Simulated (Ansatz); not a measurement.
# Exchange couplings of antiferromagnetic MnO by shell, from PBE+U (4 eV on Mn) at rigid moments

Anyone building a spin model of MnO, for its ordering temperature or its spin waves, must decide how many shells of neighbours to keep. A shell dropped wrongly shifts the result, while a far shell kept without need brings in numerical error. The problem is to find how the Mn–Mn coupling J falls off with distance and which shells hold the antiferromagnetic order. J is calculated with PBE and a U of 4 eV on Mn, by turning rigid moments slightly out of the antiferromagnetic state. Negative J favours opposed moments, and each pair is counted twice in the energy. A shell's part in the mean field is measured against the computed order: positive parts support it, negative parts work against it.

## Computational details

One system, MnO (rocksalt, Fm-3m), in the lowest of the collinear states that were tried (antiferromagnetic, 4 atom(s), 2 counted as magnetic, largest moment 4.24 muB), from measured cells of the Crystallography Open Database (measured order: antiferro type-II (arxiv:1410.6377)). Ansatz 0.2.0, plane waves with its default PAW datasets, cutoff 420 eV, collinear spins without spin-orbit coupling, Fermi-Dirac smearing of 0.05 eV. The k mesh is 10×10×5 and the sums for the couplings run over 10×10×5. Functional: PBE, Dudarev U (eV) Mn 4. The couplings come from the magnetic force theorem at rigid moments: each moment turns with its exchange field frozen. The mean-field temperature from all couplings of the first set is 157 K. Shells are pairs of one length, elements and relative sign; shells whose pairs differ much, and those beyond half the range that the mesh resolves, are left out. By the count of bands on its mesh the state is insulating, with a gap of 1.82 eV.

Notes on method and selection:

- J is defined by E = -sum over ordered pairs (each pair twice) of J e_i.e_j with unit vectors e, a classical Heisenberg model without biquadratic or multi-spin terms, so J > 0 favours parallel moments and the moment's size is inside J.
- The state is the lowest of a few collinear starts and need not be the true ground state; spin-orbit coupling is left out.
- Far couplings are the most sensitive to the k mesh.
- Couplings at rigid moments can miss in size and sometimes in sign.
- sums not fully converged in the empty bands
- Ansatz's own search for a lower self-consistent state was switched off in these runs, so a run may rest in a state that is not the lowest for its pattern of moments.
- In insulators under a U, antiferromagnetic superexchange from these couplings can differ by one to four tenths from that of total energies at the same settings (constrained couplings mostly lie weaker), so a match with experiment does not fix U.
- Runs whose couplings were flagged as in doubt, moved by over 30 per cent with the upper empty bands, lost their pattern of moments or rest on unlike orbital states are not listed.
- For crystals with 4f or 5f elements only couplings at constrained moments are used, since rigid ones can be several times too large.
- Runs that did not converge, have known faults or may not be shown are not listed, and runs on Ansatz's PAW sets soft_1 and soft_2 are kept to separate tables.

Columns:

- distance (Å): distance of the pair.
- neighbours: such neighbours per magnetic atom.
- pair: elements and relative sign of the two moments in this state.
- J, rigid (meV): mean J of the shell at rigid moments.
- part in mean field (meV): J times neighbours times the relative sign, first set: the shell's part in the mean field that holds this state (negative: it works against the state).

## Table of results

```
member                    distance (Å)  neighbours  pair             J, rigid (meV)  part in mean field (meV)
Mn–Mn at 3.14 Å           3.14          6           Mn–Mn, parallel  −3.7793         −22.676
Mn–Mn at 3.14 Å, opposed  3.14          6           Mn–Mn, opposed   ?               ?
Mn–Mn at 4.45 Å, opposed  4.45          6           Mn–Mn, opposed   ?               ?
Mn–Mn at 5.45 Å           5.45          12          Mn–Mn, parallel  −0.0178         −0.213
Mn–Mn at 5.45 Å, opposed  5.45          12          Mn–Mn, opposed   −0.0230         0.276
Mn–Mn at 6.29 Å           6.29          12          Mn–Mn, parallel  −0.1238         −1.486
Mn–Mn at 7.03 Å           7.03          12          Mn–Mn, parallel  −0.0464         −0.556
Mn–Mn at 7.03 Å, opposed  7.03          12          Mn–Mn, opposed   −0.0505         0.606
Mn–Mn at 7.70 Å, opposed  7.70          8           Mn–Mn, opposed   −0.0074         0.059
```

Cells marked ? are withheld until the estimate has been made.

## Reading the trend

All seven shown couplings are negative, so every one of these pairs would prefer opposed moments. The fall with distance is steep: from the parallel pairs at 3.14 Å to the pairs at 6.29 Å, J shrinks by a factor of 3.7793 / 0.1238 = 30.5.

The fall is not smooth, however. At 5.45 Å J is only about −0.02 meV, weaker than at 6.29 Å and at 7.03 Å. Direction is a likely reason, since the 6.29 Å vector is twice a nearest-neighbour vector and a third Mn atom sits at its midpoint.

The common sign fits a half-filled d shell. Each d orbital of Mn²⁺ holds one electron, so virtual hopping to a neighbour is blocked between parallel moments and allowed between opposed ones. This lowers the energy of opposed pairs by an amount that goes as t²/U_eff, with t the effective hopping, direct or through oxygen, and U_eff the cost of moving an electron. Because t enters squared and the state has a gap, the coupling dies off quickly.

The parallel neighbours at 3.14 Å contribute −22.676 meV to the mean field, which makes them the largest shown force against the order. The six shown entries beyond them add up to −0.213 + 0.276 − 1.486 − 0.556 + 0.606 + 0.059 = −1.314 meV. Much of this far part cancels, because the shells at 5.45 Å and 7.03 Å each contain as many parallel as opposed neighbours. The 6.29 Å shell has only parallel neighbours and keeps its full −1.486 meV.

The order must therefore be held by the opposed pairs at 3.14 Å and 4.45 Å. If J at 3.14 Å is nearly the same for both alignments, that shell cancels too, and the pairs at 4.45 Å, joined by a straight Mn–O–Mn bridge, decide the pattern. A model for the order needs these two shells first; the 6.29 Å shell is a small correction.

## An estimate before looking

Plain estimates from the members shown:

- Mn–Mn at 3.14 Å, opposed, mean of the 7 members shown: −0.5783 meV, standard deviation 1.3
- Mn–Mn at 4.45 Å, opposed, mean of the 7 members shown: −0.5783 meV, standard deviation 1.3

The mean of the shown members mixes one strong coupling with six weak ones and suits neither withheld shell. The mean-field temperature of 157 K is a better guide, since it contains all couplings. For unit vectors with each pair counted twice, k_B T = (2/3) J₀, where J₀ is the sum of the parts in the mean field and k_B = 0.08617 meV/K. This gives J₀ = 1.5 × 0.08617 × 157 = 20.29 meV.

The shown parts sum to −22.676 − 1.314 = −23.990 meV, so the two withheld shells must supply 20.29 + 23.99 = 44.28 meV. With six opposed neighbours in each, their couplings add up to −44.28 / 6 = −7.38 meV.

To divide this sum, the opposed pairs at 3.14 Å are given the J of the parallel pairs at the same distance, −3.78 meV, because the cubic lattice makes the two kinds of pair alike except for the alignment of the moments. The remainder for 4.45 Å is −7.38 + 3.78 = −3.60 meV.

Tried on the 7.03 Å shell, the assumption of equal J misses by 0.0505 / 0.0464 = 1.09, or 9 per cent, which at 3.14 Å means 0.09 × 3.78 = 0.34 meV. The 5.45 Å shell misses by more in proportion, but by only 0.005 meV. An error of 0.4 meV is taken for both estimates. The two errors are linked: if one coupling is stronger than estimated, the other is weaker. Shells left out of the table also enter the 157 K; their share is assumed to be small.

**Committed estimate, Mn–Mn at 3.14 Å, opposed: J, rigid = −3.8 ± 0.4 meV.**  
**Committed estimate, Mn–Mn at 4.45 Å, opposed: J, rigid = −3.6 ± 0.4 meV.**

## Outcome

```
member                    distance (Å)  neighbours  pair            J, rigid (meV)  part in mean field (meV)
Mn–Mn at 3.14 Å, opposed  3.14          6           Mn–Mn, opposed  −3.9366         23.619
Mn–Mn at 4.45 Å, opposed  4.45          6           Mn–Mn, opposed  −3.4219         20.531
```

```
member                    estimate   J, rigid (meV)  computed  estimate − computed  miss in error bars
Mn–Mn at 3.14 Å, opposed  committed  −3.8000         −3.9366   +0.1366              0.3
Mn–Mn at 3.14 Å, opposed  mean       −0.5783         −3.9366   +3.3583
Mn–Mn at 4.45 Å, opposed  committed  −3.6000         −3.4219   −0.1781              0.4
Mn–Mn at 4.45 Å, opposed  mean       −0.5783         −3.4219   +2.8436
```

Both estimates fell inside their error bars, with misses of 0.14 and 0.18 meV against about 3 meV for the plain mean. The sum of the two couplings was nearly fixed in advance, because the 157 K used in the estimate already contains them. The real test was the division of that sum. Taking J at 3.14 Å as equal for both alignments was nearly right, as the opposed pairs are stronger by 3.9366 / 3.7793 = 1.04.

The nearest shell therefore almost cancels, leaving 23.619 − 22.676 = 0.943 meV in favour of the order, while the shell at 4.45 Å supplies 20.531 meV. This fits strong superexchange through the straight Mn–O–Mn bridge.

A rival order shows why the second shell decides. In type-I order each Mn has eight opposed and four parallel nearest neighbours, and all six at 4.45 Å are parallel. With a mean nearest-neighbour strength of (3.7793 + 3.9366) / 2 = 3.858 meV, these two shells give 4 × 3.858 − 6 × 3.4219 = −5.1 meV, against 0.943 + 20.531 = 21.5 meV for the computed order.

## Exceptions

The 4.45 Å shell stands out from any smooth fall with distance. Its pairs are 1.3 Å farther apart than the nearest ones, yet J keeps 3.4219 / 3.9366 = 0.87 of the strength. One ångström farther out, at 5.45 Å, the opposed pairs have only −0.0230 meV, weaker by a factor of 3.4219 / 0.0230 = 149. The likeliest reason is the oxygen atom midway along the 4.45 Å line, whose p orbital points at both Mn atoms and carries the hopping between them. The 5.45 Å pairs have no such single straight bridge.

The second departure is at 6.29 Å, where J is −0.1238 meV, about five times the opposed value at 5.45 Å. Besides the path through the Mn atom at their midpoint, these pairs can be linked by two straight oxygen bridges that meet at a right angle at another Mn atom. Either path would give a weak coupling of higher order. The excess is only about 0.1 meV, however, and far couplings are sensitive to the k mesh, so a numerical share is possible.

## Summary

From 3.14 to 7.70 Å the couplings are all antiferromagnetic, but distance alone does not rank them. A shell's J can be estimated from its partner of opposite alignment to 4 per cent at 3.14 Å and 9 per cent at 7.03 Å. The rule is poorer for the very weak pairs at 5.45 Å, where the ratio is 0.0230 / 0.0178 = 1.29.

For a spin model, the first two shells supply 0.943 + 20.531 = 21.474 meV, which gives a mean-field temperature of (2/3) × 21.474 / 0.08617 = 166 K, against 157 K from all couplings. Adding the 6.29 Å shell leaves 21.474 − 1.486 = 19.988 meV and gives (2/3) × 19.988 / 0.08617 = 155 K. The shells at 3.14, 4.45 and 6.29 Å therefore suffice for the mean-field temperature, and the one at 5.45 Å can be skipped.

Two effects outside the classical mean field change the temperature by more than the far shells do. Thermal fluctuations lower it, typically by a few tenths and more strongly where couplings compete, as they do in the nearest shell here, and the quantum length of a spin 5/2 raises it by a factor of about (S + 1)/S = 1.4. The rigid-moment couplings themselves may be off by one to four tenths, so the shell pattern is safer than the absolute temperature.

[Logs are printed without paths, hosts, clocks, repeated set-up lines and the standing remarks that a program may print on its own settings, such as how far it seeks lower states.]
